**Q.** These are my ionisation energies of Cl$_2$ at fourteen DFT levels. Which sizes should I keep in my head?

PySCF 2.14.0, non-relativistic gas-phase DFT at the levels listed, for the ionisation of neutral singlet Cl$_2$ to doublet Cl$_2^+$ by difference of total energies. The structures of both species were optimised at PBE0-D3(BJ)/ma-def2-SVP and used in every row; the product structure is that of the cation.

| level | integration grid level | vertical ionisation energy (eV) | adiabatic without zero point (eV) | vertical at product structure (eV) | parent homo energy (eV) |
| --- | --- | --- | --- | --- | --- |
| BP86-D3(BJ)/ma-def2-TZVP | 2 | 11.370 | 11.250 | 11.160 | -7.500 |
| TPSSh-D3(BJ)/ma-def2-TZVP | 3 | 11.430 | 11.250 | 11.200 | -8.080 |
| B97-2/ma-def2-TZVP | 2 | 11.500 | 11.280 | 11.270 | -8.580 |
| PBE0-D3(BJ)/def2-TZVPP | 2 | 11.530 | 11.300 | 11.280 | -8.760 |
| PBE0-D3(BJ)/cc-pVTZ | 2 | 11.540 | 11.340 | 11.300 | -8.780 |
| PBE0-D3(BJ)/6-311++G(2d,2p) | 2 | 11.580 | 11.410 | 11.340 | -8.840 |
| PBE0-D3(BJ)/aug-cc-pVDZ | 2 | 11.610 | 11.470 | 11.380 | -8.860 |
| BHandHLYP/ma-def2-TZVP | 2 | 11.660 | 11.420 | 11.390 | -10.130 |
| CAM-B3LYP-D3(BJ)/ma-def2-TZVP | 2 | 11.670 | 11.450 | 11.410 | -10.230 |
| PBE0-D3(BJ)/6-31+G(d) | 2 | 11.680 | 11.530 | 11.450 | -8.910 |
| PBE0-D3(BJ)/pcseg-1 | 2 | 11.710 | 11.560 | 11.460 | -8.940 |
| PBE0-D3(BJ)/def2-SVPD | 2 | 11.750 | 11.640 | 11.520 | -8.970 |
| PBE0-D3(BJ)/ma-def2-SVP | 2 | 11.760 | 11.640 | 11.530 | -8.970 |
| M06-2X/ma-def2-TZVP | 3 | 11.770 | 11.530 | 11.510 | -10.180 |

**A.** There are three scales. Removing an electron costs a little under 12 eV, and all vertical values lie within 0.40 eV, which is 3.4 % of their mean. Letting the bond relax is worth one or two tenths of an eV. The HOMO energy scatters by almost 3 eV among the functionals, so it is a different kind of number.

Read the table as two series: eight bases with PBE0, and six functionals with ma-def2-TZVP. PBE0/def2-TZVPP links them only approximately, since its basis differs from that of the other functionals. I shall write $V$ for the vertical ionisation energy (both species at the neutral structure), $A$ for the adiabatic value without zero point, and $B$ for the vertical value at the product structure (both at the cation structure). The parent HOMO energy is $\varepsilon_H$.

**Q.** In every row $V > A > B$. Why that order?

**A.** The electron leaves an antibonding $\pi^*$ orbital, giving the $^2\Pi_g$ state of Cl$_2^+$, and the bond shortens from 2.029 to 1.923 Å in these runs. At the neutral structure the cation is stretched, and it gains $V-A$ by contracting. At the cation structure the neutral is compressed, and it gains $A-B$ by expanding. Their sum, $\lambda = V-B$, is the reorganisation energy.

The order is guaranteed only where both structures are minima of the level in use. That holds for one row, PBE0/ma-def2-SVP, which supplied the structures; there the relaxations are 0.12 and 0.11 eV. For PBE0/def2-TZVPP they are 0.23 and 0.02 eV, so the order barely survives. Nothing points to a change of state behind this: both rows have a clean doublet with spin and charge shared equally between the atoms, and their ionisation energies are far too close for a hole in a different orbital.

**Q.** Koopmans' theorem made me expect $-\varepsilon_H \approx V$. For BP86 it is 7.50 against 11.37 eV. Which number is at fault?

**A.** The orbital energy is the less trustworthy. By Janak's theorem $\varepsilon(n) = \partial E/\partial n$, where $n$ is the occupation of the highest orbital, so at fixed structure

$$V = -\int_0^1 \varepsilon(n)\,dn .$$

For the exact functional $E$ is a straight line between integer electron numbers, so $\varepsilon$ is constant and $V = -\varepsilon_H$. A semilocal functional lets the electron partly repel itself, which bends $E(n)$ into a convex curve. If $\varepsilon(n) = \varepsilon_H - U(1-n)$, with $U$ the curvature, the integral gives $V + \varepsilon_H = U/2$. The orbital energy is the slope at one end and misses the average slope by half the curvature, while $V$ compares the two integer ends, where much of the error cancels.

Hartree-Fock exchange bends the curve the other way, so mixing it in should shrink the gap $V+\varepsilon_H$. The table agrees: the gap is 3.87 eV for BP86 with no exact exchange, 2.77 eV for PBE0/def2-TZVPP with a quarter, and 1.53 eV for BHandHLYP with half. CAM-B3LYP, whose share grows with electron separation, has the smallest at 1.44 eV. The numbers show the trend, and self-interaction as its cause rests on the argument above.

A second observation supports reading the gap as a property of the functional. Across the eight PBE0 bases it moves by 0.05 eV, although $\varepsilon_H$ itself moves by 0.21 eV. One row breaks the order: M06-2X has slightly more exact exchange than BHandHLYP, yet its gap is 0.06 eV larger. My guess is that its semilocal part adds curvature of its own, which nothing here tests.

**Q.** Back to the lopsided relaxations. Among the PBE0 bases each part moves by about 0.1 eV, but the sum moves by only 0.02 eV. Is that an accident?

**A.** It is what borrowed structures produce. Take both potential curves as parabolas with the same force constant $k$. Let $r_n$ and $r_c$ be the borrowed lengths of neutral and cation, with $d = r_n - r_c$. Suppose the true minima of a given level both lie a distance $\delta$ further in. The cation then starts $d+\delta$ from its minimum and ends $\delta$ from it, while the neutral starts $d-\delta$ away on the other side and also ends at $\delta$:

$$V-A = \tfrac{k}{2}\left[(d+\delta)^2-\delta^2\right] = \tfrac12 kd^2 + kd\delta,$$

$$A-B = \tfrac{k}{2}\left[(d-\delta)^2-\delta^2\right] = \tfrac12 kd^2 - kd\delta .$$

The sum is $\lambda = kd^2$ whatever $\delta$ may be, as the PBE0 rows show. The difference is $2kd\delta$, which gives

$$\delta = d\,\frac{(V-A)-(A-B)}{2\lambda}.$$

Nothing is fitted, and each row is treated alone. For def2-TZVPP, $\lambda = 0.23+0.02 = 0.25$ eV and the difference is 0.21 eV. With $d = 0.106$ Å,

$$\delta = 0.106 \times \frac{0.21}{2\times 0.25} \approx 0.045\ \text{Å}.$$

This basis would therefore put the neutral bond near 1.98 Å. The three triple-zeta bases give shifts of 0.022 to 0.045 Å, and the five double-zeta ones 0.016 Å or less. The standard explanation, argued rather than shown here, is that richer polarisation functions let density gather in the bond and shorten it. So a level that prefers shorter bonds than the geometry level will load the relaxation onto the cation.

**Q.** How far can two equal parabolas be trusted?

**A.** There are two checks. The row that sits at its own minima must give $\delta = 0$, and it gives 0.002 Å against an uncertainty of about 0.004 Å from the rounding of the table. That row entered no fit, so it does test whether the two relaxation energies balance at true minima, as the model needs. It doesn't prove equal curvature, because a stiffer cation and the lopsided shape of real bond curves can offset each other. Nor can it test the assumption that both minima shift alike at other levels.

The second check goes less well. For ma-def2-SVP, $\lambda/d^2$ is 20.5 eV/Å$^2$, which is 21 % above the 17.0 eV/Å$^2$ that follows from the computed neutral frequency of 510 cm$^{-1}$. The excess points to a stiffer cation, which has one antibonding electron fewer. In the sum, the steep inner wall climbed by the neutral is largely offset by the soft outer side on which the cation sits, so $\lambda/d^2$ measures roughly the mean of the two force constants. The frequency rise of 97 cm$^{-1}$ implied by the zero-point shift puts the cation near 607 cm$^{-1}$. Force constants go as the square of the frequency, so the cation is about 40 % stiffer and the mean lies about 20 % above the neutral value, as found. The curvatures are therefore not equal, and $k$ in the model is an average. Treat $\delta$ as good for sign, order and rough size, and remember that it is an estimate rather than a re-optimisation. The row-by-row values are in the printed output that follows.

**Q.** What would change if I re-optimised both species at each level?

**A.** In the model $A$ would stay put and $V$ would fall. Each species is strained by $\tfrac12 k\delta^2$, about 0.02 eV for def2-TZVPP, and the two strains cancel in $A$. The vertical value at the level's own minimum is $A+\lambda/2$, because the ionisation energy rises linearly with bond length with slope $\lambda/d$. For def2-TZVPP that is $11.30 + 0.25/2 \approx 11.43$ eV, about a tenth of an eV below the tabulated value, whereas ma-def2-SVP doesn't move.

For the basis series this means that the vertical column understates the effect. The larger bases give lower energies but carry the larger upward error from a bond that is too long for them. The tabulated spread of $V$ is 0.23 eV, the estimate at own minima is 0.33 eV, and the spread of $A$ is 0.34 eV. The adiabatic values are still not differences between own minima, and their steadiness relies on both minima shifting equally.

For the functionals the error works the other way. From BP86 to PBE0/def2-TZVPP, $V$ rises by 0.16 eV, but $A$ by only 0.05 eV and the own-minimum estimate by 0.07 eV. BP86 is nearly content with the long borrowed bond, with $\delta$ near 0.008 Å, while PBE0 in the large basis is not. More than half of the apparent rise over this stretch is thus geometry on the estimate, and the step also crosses a change of basis. The further rise to BHandHLYP and M06-2X appears in $V$ and $A$ alike, so the borrowed geometry doesn't explain it. It is also there when one starts from B97-2, which has the same basis, so it belongs mainly to the functionals.

**Q.** The small bases give the high values. Would diffuse functions cure that?

**A.** The table says no. Among the PBE0 rows, every double-zeta basis lies above every triple-zeta one in $V$, and the same holds in $A$. def2-SVPD has diffuse functions and sits 0.04 eV above pcseg-1, which has none, while cc-pVTZ, also without them, lies 0.17 eV below pcseg-1. Basis size sorts these rows, though narrowly: the gap between the two groups is 0.03 eV, while the double-zeta values spread over 0.15 eV. Diffuse functions are no cure, but that doesn't make them harmless. The table holds no basis both with and without them, and within one family they can move $V$ up as well as down. Why a small basis errs upward is untested; I guess that it describes the compact cation less well than the neutral.

**Q.** Then which digits can I quote?

**A.** The table is rounded to 0.01 eV, so the third decimal carries nothing and any difference is uncertain by that much. Even the sign of the relaxation difference for ma-def2-SVP flips, from +0.01 eV in the table to −0.002 eV in the unrounded run. BHandHLYP and CAM-B3LYP differ by 0.007 eV before rounding and shouldn't be ranked, nor should def2-SVPD and ma-def2-SVP. TPSSh and M06-2X also used a finer grid than the rest, and the effect of that is untested.

Some physics is absent from every row and must be counted before a functional is blamed. The calculation is non-relativistic, and spin-orbit coupling splits the $^2\Pi_g$ state by about 0.08 eV as a rough recalled size. Zero-point motion adds a computed 0.006 eV, too little to matter here. It implies a frequency rise of 97 cm$^{-1}$, which fits the curvature found above; the listed frequencies differ by only 7, so the listed cation value is the one to distrust. With geometry worth a tenth of an eV and basis and functional a few tenths each, the first decimal depends on the level, and a single row defends nothing finer.

Printed output of the fit:

```
Table rounded to 0.01 eV: differences +-0.01 eV, shift about +-0.004 A; bond change 0.106 A
level | relax cation, neutral, sum (eV) | IE+HOMO (eV) | est. inward shift (A) | est. vertical at own minimum, change (eV)
BP86-D3(BJ)/ma-def2-TZVP       0.12 0.09 0.21 | 3.87 | +0.008 | 11.36 -0.01
TPSSh-D3(BJ)/ma-def2-TZVP      0.18 0.05 0.23 | 3.35 | +0.030 | 11.37 -0.06
B97-2/ma-def2-TZVP             0.22 0.01 0.23 | 2.92 | +0.048 | 11.39 -0.11
PBE0-D3(BJ)/def2-TZVPP         0.23 0.02 0.25 | 2.77 | +0.045 | 11.43 -0.10
PBE0-D3(BJ)/cc-pVTZ            0.20 0.04 0.24 | 2.76 | +0.035 | 11.46 -0.08
PBE0-D3(BJ)/6-311++G(2d,2p)    0.17 0.07 0.24 | 2.74 | +0.022 | 11.53 -0.05
PBE0-D3(BJ)/aug-cc-pVDZ        0.14 0.09 0.23 | 2.75 | +0.012 | 11.59 -0.02
BHandHLYP/ma-def2-TZVP         0.24 0.03 0.27 | 1.53 | +0.041 | 11.55 -0.11
CAM-B3LYP-D3(BJ)/ma-def2-TZVP  0.22 0.04 0.26 | 1.44 | +0.037 | 11.58 -0.09
PBE0-D3(BJ)/6-31+G(d)          0.15 0.08 0.23 | 2.77 | +0.016 | 11.64 -0.04
PBE0-D3(BJ)/pcseg-1            0.15 0.10 0.25 | 2.77 | +0.011 | 11.69 -0.03
PBE0-D3(BJ)/def2-SVPD          0.11 0.12 0.23 | 2.78 | -0.002 | 11.76 +0.01
PBE0-D3(BJ)/ma-def2-SVP        0.12 0.11 0.23 | 2.79 | +0.002 | 11.76 -0.00
M06-2X/ma-def2-TZVP            0.24 0.02 0.26 | 1.59 | +0.045 | 11.66 -0.11
Spread eV, 8 PBE0 bases: vertical 0.23 adiabatic 0.34 at cation structure 0.25 HOMO 0.21 IE+HOMO 0.05
  cation relax 0.12, neutral relax 0.10, sum 0.02, est. own-minimum vertical 0.33
Spread eV, 6 functionals: vertical 0.40 adiabatic 0.28 at cation structure 0.35 HOMO 2.73 IE+HOMO 2.43
  cation relax 0.12, neutral relax 0.08, sum 0.06, est. own-minimum vertical 0.30
HOMO spread / vertical spread: functionals 6.8, bases 0.9
All rows: vertical spread 0.40 eV = 3.4 % of mean 11.61 eV; IE+HOMO is 12 to 34 % of vertical
PBE0 triple-zeta: vertical 11.53-11.58, adiabatic 11.30-11.41 eV, shift 0.022-0.045 A
PBE0 double-zeta: vertical 11.61-11.76, adiabatic 11.47-11.64 eV, shift -0.002-0.016 A
Vertical def2-SVPD (diffuse) minus pcseg-1 (none) 0.04 eV; pcseg-1 minus cc-pVTZ (both none) 0.17 eV
Steps in exact exchange (PBE0 row has def2-TZVPP): change of vertical, adiabatic, est. own, IE+HOMO (eV)
  BP86-D3(BJ) 0.00 -> TPSSh-D3(BJ) 0.10: +0.06 +0.00 +0.01 -0.52; gap slope -5.2 eV per unit
  TPSSh-D3(BJ) 0.10 -> B97-2 0.21: +0.07 +0.03 +0.03 -0.43; gap slope -3.9 eV per unit
  B97-2 0.21 -> PBE0-D3(BJ) 0.25: +0.03 +0.02 +0.03 -0.15; gap slope -3.8 eV per unit
  PBE0-D3(BJ) 0.25 -> BHandHLYP 0.50: +0.13 +0.12 +0.13 -1.24; gap slope -5.0 eV per unit
  BHandHLYP 0.50 -> M06-2X 0.54: +0.11 +0.11 +0.11 +0.06; gap slope +1.5 eV per unit
  BP86-D3(BJ) 0.00 -> PBE0-D3(BJ) 0.25: +0.16 +0.05 +0.07 -1.10; gap slope -4.4 eV per unit
  BP86-D3(BJ) 0.00 -> BHandHLYP 0.50: +0.29 +0.17 +0.20 -2.34; gap slope -4.7 eV per unit
Curvature eV/A2, ma-def2-SVP: from sum of relaxations 20.5, from 510 cm-1 17.0, ratio 1.21
def2-TZVPP: IE slope 2.4 eV/A, est. neutral minimum 1.98 A, strain per species 0.02 eV
Near-ties, vertical: CAM-B3LYP - BHandHLYP 0.007 eV, ma-def2-SVP - def2-SVPD 0.007 eV
ma-def2-SVP cation minus neutral relaxation: table +0.01 eV, finer output -0.002 eV
Zero-point shift +0.006 eV, free-energy shift -0.026 eV (from adiabatic electronic value)
Frequency rise implied by zero-point shift 97 cm-1; listed 517 - 510 = 7 cm-1
```
